**Magnetic susceptibility of 5dⁿ trivalent ions in a tetrahedron of point charges**

The table holds the ground level, first excitation and $\chi T$ at 2, 50 and 300 K for Ta³⁺ to Pt³⁺, from state-averaged CASSCF over the 5d shell with spin-orbit state interaction (OpenMolcas, DKH2, ANO-RCC-VDZP). The program compares spin-only and Landé constants, two-level Van Vleck formulas for Re³⁺, Ir³⁺ and Os³⁺, and a dⁿ ligand-field matrix whose $\zeta$ and $\Delta$ are fitted per ion to the gap and the spin-orbit lowering. The two-level formulas give the slopes of Re³⁺ and Ir³⁺ within about 6 % and the 2 K value of Os³⁺ within 0.01 cm³ K/mol. The matrix model matches $\chi T$ within 0.02 cm³ K/mol in all rows, its worst relative misfit being Ta³⁺ at 2 K, and a scan in $\Delta$ shows the model's Ta³⁺ moment passing through zero near the fitted field. The model shares its physics with the calculation, so the agreement interprets the table rather than validating it.

OpenMolcas 26.06, state-averaged CASSCF over the 5d shell with spin-orbit coupling by state interaction (atomic mean-field integrals), DKH2 Hamiltonian, ANO-RCC-VDZP basis and point nucleus. Each 3+ ion sits at the centre of a regular tetrahedron of four point charges of −1.6 e, whose distance differs between ions.

## Script

```python
# Table: first excitation and chi*T (2, 50, 300 K) of 5d^n 3+ ions among four point charges; OpenMolcas CASSCF(5d),
# DKH2, ANO-RCC-VDZP, spin-orbit RASSI. Tested: spin-only, Lande, two-level Van Vleck formulas, d^n ligand-field matrix.
T = {
    'ion': ['Ta3+', 'W3+', 'Re3+', 'Os3+', 'Ir3+', 'Pt3+'],
    'n': [2, 3, 4, 5, 6, 7],
    'charge_distance': [2.17, 2.25, 2.1, 2.01, 2.1, 2.21],  # Å
    'mult': [3, 4, 5, 6, 5, 4],
    'label': ['T2', 'G8', 'A1', 'G8', 'A1', 'G8'],
    'deg': [3, 4, 1, 4, 1, 4],
    'gap': [2440, 3140, 2840, 12.0, 182, 1130],  # 1/cm
    'chi_2': [0.007, 0.085, 0.001, 2.95, 0.081, 3.95],  # cm3 K/mol
    'chi_50': [0.02, 0.092, 0.018, 4.16, 2.02, 4.02],  # cm3 K/mol
    'chi_300': [0.088, 0.125, 0.105, 4.18, 4.8, 4.41],  # cm3 K/mol
}
import numpy as np
from itertools import combinations
from scipy import constants as sc
from scipy.optimize import least_squares, brentq
from sympy.physics.wigner import wigner_3j as w3
muB = sc.value('Bohr magneton'); ge = -sc.value('electron g factor'); kB = sc.k/(sc.h*sc.c*100); C0 = 0.1*sc.N_A*muB**2/sc.k
ion = T['ion']; N = [int(x) for x in T['n']]; gap = np.array(T['gap'], float); Ts = (2, 50, 300)
chi = np.array([T['chi_2'], T['chi_50'], T['chi_300']], float).T
low = [2953.0, 6735.3, 8883.2, 2938.5, 6962.2, 9481.3]  # spin-orbit lowering, further output of the same runs, 1/cm
DW, W4P, W2E, DIr, Ir3 = 5580.0-2585.8, 12854.5, 10495.2, 2930.9, 16496.0  # spin-free terms of the W and Ir runs, 1/cm
print('Rounding of chiT: 0.0005 (values below 1), 0.005 (above 1); chiT in cm3 K/mol, energies in 1/cm')
print('ion  L  S   J   g_J   spin-only  Lande C  table intercept  slope 2-50 K  slope 50-300 K  table300/spin-only')
for i, L in enumerate([3, 3, 2, 0, 2, 3]):
    S = (T['mult'][i]-1)/2; J = abs(L-S) if N[i] < 5 else L+S; so = C0/3*ge**2*S*(S+1)
    g = 1+(ge-1)*(J*(J+1)+S*(S+1)-L*(L+1))/(2*J*(J+1)) if J else 0
    print(f'{ion[i]} {L} {S:.1f} {J:.1f} {g:.3f} {so:8.3f} {C0/3*g*g*J*(J+1):8.3f} {chi[i,0]-2*(chi[i,2]-chi[i,0])/298:10.4f} {(chi[i,1]-chi[i,0])/48:14.2e} {(chi[i,2]-chi[i,1])/250:12.2e} {chi[i,2]/so:10.3f}')
print('(intercept: line through 2 and 300 K; meaningful only where chiT is linear in T: Ta, W, Re, Pt)')
sRe = C0*2*kB*(ge-1)**2*2/gap[2]; sIr = C0*2*kB*((1+ge)/2)**2*20/3/gap[4]
print(f'Re J=0->1 slope {sRe:.3e} /K, table chiT(300)/300 {chi[2,2]/300:.3e}, model off by {100*(sRe*300/chi[2,2]-1):+.1f} %')
print(f'Ir A1->T1 slope {sIr:.3e} /K, table chiT(2)/2 {chi[4,0]/2:.3e}, off by {100*(sIr*2/chi[4,0]-1):+.1f} %; Ir/Re slope ratio table {chi[4,0]/2/(chi[2,2]/300):.0f}, model {sIr/sRe:.0f}, gap ratio {gap[2]/gap[4]:.1f}')
def os(t): x = np.exp(-gap[3]/(kB*t)); return C0*(65/9+25/18*x+40/9*2*kB*t/gap[3]*(1-x))/(4+2*x)
g2 = chi[3,2]/os(300)
print(f'Os S=5/2, G8 below G7: g {g2**.5:.3f} from 300 K; chiT 2 K {g2*os(2):.2f} (table {chi[3,0]}), 50 K {g2*os(50):.2f} (table {chi[3,1]}); gap/kT at 2 K {gap[3]/(2*kB):.1f}')
print('gap/kT at 300 K: '+', '.join(f'{a} {x/(300*kB):.2f}' for a, x in zip(ion, gap))+f'; Ir chiT 300 K/2 K {chi[4,2]/chi[4,0]:.0f}')
m = range(-2, 3); I2 = np.eye(2); I5 = np.eye(5); lz = np.diag(np.arange(-2., 3)); lp = np.diag([2, 6**.5, 6**.5, 2], -1)
sz = np.diag([.5, -.5]); sp = np.array([[0., 1], [0, 0]]); P = np.diag([.5, 1, 0, 1, .5]); P[0,4] = P[4,0] = -.5  # t2 projector
Ck = {k: [np.array([[float((-1)**abs(a)*5*w3(2,k,2,0,0,0)*w3(2,k,2,-a,q,b)) if a == q+b else 0. for b in m] for a in m]) for q in range(-k, k+1)] for k in (2, 4)}
def build(n):
    D = [sum(1 << k for k in c) for c in combinations(range(10), n)]; ix = {d: i for i, d in enumerate(D)}
    par = lambda e, a: bin(e & ((1 << a)-1)).count('1')
    R = np.array([(a, b, ix[(d ^ 1 << b) | 1 << a], j, (-1)**(par(d, b)+par(d ^ 1 << b, a))) for j, d in enumerate(D)
                  for b in range(10) if d >> b & 1 for a in range(10) if not (d ^ 1 << b) >> a & 1])
    def lift(h):
        M = np.zeros((len(D), len(D))); np.add.at(M, (R[:,2], R[:,3]), h[R[:,0], R[:,1]]*R[:,4]); return M
    G = [sum(0.5*A@A.T for A in (lift(np.kron(c, I2)) for c in Ck[k])) for k in (2, 4)]
    Sz, Sp = lift(np.kron(I5, sz)), lift(np.kron(I5, sp)); s2, U = np.linalg.eigh(Sz@Sz+0.5*(Sp@Sp.T+Sp.T@Sp))
    return G, lift(np.kron(P, I2)), lift(np.kron(lz, sz)+0.5*(np.kron(lp, sp.T)+np.kron(lp.T, sp))), lift(np.kron(lz, I2)), Sz, s2, U
O = {n: build(n) for n in N}
def terms(n, F, D, S):
    G, V, _, _, _, s2, U = O[n]; u = U[:, abs(s2-S*(S+1)) < 1e-6]; return np.linalg.eigvalsh(u.T@(F[0]*G[0]+F[1]*G[1]+D*V)@u)
FW = least_squares(lambda F: [np.ptp(terms(3,F,DW,1.5))-W4P, terms(3,F,DW,.5)[0]-terms(3,F,DW,1.5)[0]-W2E], [45e3, 30e3], x_scale=1e4, diff_step=1e-4).x
s = brentq(lambda s: terms(6,s*FW,DIr,1)[0]-terms(6,s*FW,DIr,2)[0]-Ir3, 0.4, 2.5)
print(f'd^n matrix: F2 {FW[0]:.0f}, F4 {FW[1]:.0f} from W terms; scale {s:.3f} at Ir, linear in n; Delta from terms: W {DW:.0f}, Ir {DIr:.0f}')
def solve(n, z, D):
    G, V, LS = O[n][:3]; F = FW*(1+(s-1)*(n-3)/3); H = F[0]*G[0]+F[1]*G[1]+D*V; E, U = np.linalg.eigh(H+z*LS)
    lo = np.linalg.eigvalsh(H)[0]-E[0]; E = E-E[0]; d = int((E < 1e-2).sum()); return lo, E[d], d, E, U
def xT(n, E, U, t):
    M2 = (U.T@(O[n][3]+ge*O[n][4])@U)**2; dE = E[None,:]-E[:,None]; dg = abs(dE) < 1e-2; w = np.exp(-E/(kB*t))
    return C0*(w@(M2*np.where(dg, 1, 2*kB*t/np.where(dg, 1, dE))).sum(1))/w.sum()
def show(i, z, D):
    lo, gp, d, E, U = solve(N[i], z, D); x = np.array([xT(N[i], E, U, t) for t in Ts]); r0 = solve(N[i], z, 0)
    print(f'{ion[i]} {z:5.0f} {D:5.0f} {lo:5.0f}/{low[i]:.0f} {gp:5.0f}/{gap[i]:.0f} {d}/{T["deg"][i]} | '+' '.join(f'{a:.3f}({a-b:+.3f})' for a, b in zip(x, chi[i]))+f' | {xT(N[i],*r0[3:],2):.3f} {xT(N[i],*r0[3:],300):.3f}')
print('ion zeta Delta lowering(model/run) gap(model/table) degeneracy | chiT 2, 50, 300 K (model-table) | Delta=0: 2, 300 K')
fit = [least_squares(lambda p: np.array(solve(n, *p)[:2])/[low[i], gap[i]]-1, [1700+400*n, 3000], bounds=(300, 9000), x_scale=1e3, diff_step=1e-4, max_nfev=15).x for i, n in enumerate(N)]
for i, p in enumerate(fit): show(i, *p)
print('W and Ir again, Delta from the computed terms, zeta from the lowering alone (gap predicted):')
for i, D in ((1, DW), (4, DIr)): show(i, brentq(lambda z: solve(N[i], z, D)[0]-low[i], 300, 9000, xtol=0.1), D)
print(f'Ta ground level against Delta (zeta {fit[0][0]:.0f}); table intercept implies |moment| about {((chi[0,0]-2*(chi[0,2]-chi[0,0])/298)*1.5/C0)**.5:.2f} muB')
for D in sorted([100, 1500, 2500, fit[0][1], 4500, 6000, 30000]):
    _, _, d, E, U = solve(2, fit[0][0], D); u = U[:, :d]; e, v = np.linalg.eigh(u.T@O[2][4]@u); y = u@v[:, -1]; l = y@O[2][3]@y
    print(f'  Delta {D:6.0f}: degeneracy {d}, orbital {l:+.2f}, spin {ge*e[-1]:+.2f}, moment {l+ge*e[-1]:+.2f} muB')
assert all(chi[i,2] < 0.2 if n < 5 else chi[i,2] > 4 for i, n in enumerate(N))
assert 5.5 < chi[2,2]/chi[2,1] < 6.5 and chi[4,2]/chi[4,0] > 30
assert abs(sRe*300/chi[2,2]-1) < 0.15 and abs(sIr*2/chi[4,0]-1) < 0.15 and abs(g2*os(2)/chi[3,0]-1) < 0.05
```

Running it gives:

```
Rounding of chiT: 0.0005 (values below 1), 0.005 (above 1); chiT in cm3 K/mol, energies in 1/cm
ion  L  S   J   g_J   spin-only  Lande C  table intercept  slope 2-50 K  slope 50-300 K  table300/spin-only
Ta3+ 3 1.0 2.0 0.666    1.003    0.333     0.0065       2.71e-04     2.72e-04      0.088
W3+ 3 1.5 1.5 0.399    1.880    0.075     0.0847       1.46e-04     1.32e-04      0.066
Re3+ 2 2.0 0.0 0.000    3.008    0.000     0.0003       3.54e-04     3.48e-04      0.035
Os3+ 0 2.5 2.5 2.002    4.387    4.387     2.9417       2.52e-02     8.00e-05      0.953
Ir3+ 2 2.0 4.0 1.501    3.008    5.636     0.0493       4.04e-02     1.11e-02      1.596
Pt3+ 3 1.5 4.5 1.334    1.880    5.509     3.9469       1.46e-03     1.56e-03      2.346
(intercept: line through 2 and 300 K; meaningful only where chiT is linear in T: Ta, W, Re, Pt)
Re J=0->1 slope 3.689e-04 /K, table chiT(300)/300 3.500e-04, model off by +5.4 %
Ir A1->T1 slope 4.305e-02 /K, table chiT(2)/2 4.050e-02, off by +6.3 %; Ir/Re slope ratio table 116, model 117, gap ratio 15.6
Os S=5/2, G8 below G7: g 1.955 from 300 K; chiT 2 K 2.96 (table 2.95), 50 K 4.16 (table 4.16); gap/kT at 2 K 8.6
gap/kT at 300 K: Ta3+ 11.70, W3+ 15.06, Re3+ 13.62, Os3+ 0.06, Ir3+ 0.87, Pt3+ 5.42; Ir chiT 300 K/2 K 59
d^n matrix: F2 55515, F4 36229 from W terms; scale 1.224 at Ir, linear in n; Delta from terms: W 2994, Ir 2931
ion zeta Delta lowering(model/run) gap(model/table) degeneracy | chiT 2, 50, 300 K (model-table) | Delta=0: 2, 300 K
Ta3+  2407  4053  2953/2953  2440/2440 3/3 | 0.004(-0.003) 0.018(-0.002) 0.090(+0.002) | 0.358 0.373
W3+  3022  3252  6735/6735  3140/3140 4/4 | 0.090(+0.005) 0.096(+0.004) 0.130(+0.005) | 0.094 0.125
Re3+  3417  3039  8883/8883  2840/2840 1/1 | 0.001(-0.000) 0.017(-0.001) 0.101(-0.004) | 0.001 0.092
Os3+  4056  2142  2939/2938    12/12 4/4 | 2.961(+0.011) 4.168(+0.008) 4.188(+0.008) | 4.192 4.192
Ir3+  4570  3040  6962/6962   182/182 1/1 | 0.081(+0.000) 2.021(+0.001) 4.814(+0.014) | 5.323 5.332
Pt3+  5252  2173  9481/9481  1130/1130 4/4 | 3.962(+0.012) 4.038(+0.018) 4.426(+0.016) | 5.232 5.237
W and Ir again, Delta from the computed terms, zeta from the lowering alone (gap predicted):
W3+  2997  2994  6735/6735  3133/3140 4/4 | 0.089(+0.004) 0.096(+0.004) 0.129(+0.004) | 0.094 0.125
Ir3+  4556  2931  6962/6962   176/182 1/1 | 0.084(+0.003) 2.088(+0.068) 4.841(+0.041) | 5.325 5.333
Ta ground level against Delta (zeta 2407); table intercept implies |moment| about 0.16 muB
  Delta    100: degeneracy 3, orbital -1.32, spin +0.65, moment -0.68 muB
  Delta   1500: degeneracy 3, orbital -1.45, spin +1.03, moment -0.42 muB
  Delta   2500: degeneracy 3, orbital -1.46, spin +1.25, moment -0.21 muB
  Delta   4053: degeneracy 3, orbital -1.37, spin +1.49, moment +0.12 muB
  Delta   4500: degeneracy 3, orbital -1.34, spin +1.55, moment +0.21 muB
  Delta   6000: degeneracy 3, orbital -1.20, spin +1.68, moment +0.48 muB
  Delta  30000: degeneracy 3, orbital -0.32, spin +1.98, moment +1.66 muB
```
